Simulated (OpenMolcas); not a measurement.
## How basis sets differ on Si4 (silicon tetramer)

Si4: 4 atoms, total charge 0, spin state singlet. As SMILES, `[Si]1[Si][Si][Si]1`. Geometry: relaxed at GFN2-xTB.

Each level gives the HOMO–LUMO gap (eV). The values are calculated.

```json
{"level": "HF/ANO-S-MB", "kind": "Hartree–Fock", "program": "OpenMolcas", "value (eV)": "6.97"}
{"level": "HF/STO-3G", "kind": "Hartree–Fock", "program": "OpenMolcas", "value (eV)": "8.68"}
{"level": "HF/3-21G", "kind": "Hartree–Fock", "program": "OpenMolcas", "value (eV)": "7.02"}
{"level": "HF/def2-SVP", "kind": "Hartree–Fock", "program": "OpenMolcas", "value (eV)": "7.35"}
```

The values span 6.97 to 8.68 eV. A Hartree–Fock LUMO above zero doesn't converge with the basis: it sinks as sets grow more diffuse. Orbital gaps aren't excitation energies.

The basis dependence is mostly a matter of one outlier: STO-3G gives 8.68 eV, while the other three sets lie between 6.97 and 7.35 eV. Size alone doesn't account for this, since ANO-S-MB is also minimal yet falls almost on top of the split-valence 3-21G value. What separates the two minimal sets is probably the shape of their valence functions, with the fixed Slater-like form of STO-3G describing the outer silicon 3s and 3p region less well than contractions built from atomic natural orbitals. Nor does the gap fall steadily as the basis grows, because def2-SVP lies above 3-21G.

All four gaps are wide for a bare silicon cluster with unsaturated valences. This is expected of Hartree–Fock, where an empty orbital feels the repulsion of all the electrons, without screening or relaxation. The closeness of ANO-S-MB to the larger sets may owe something to cancellation between shifts of the HOMO and LUMO, which the gaps alone can't reveal.
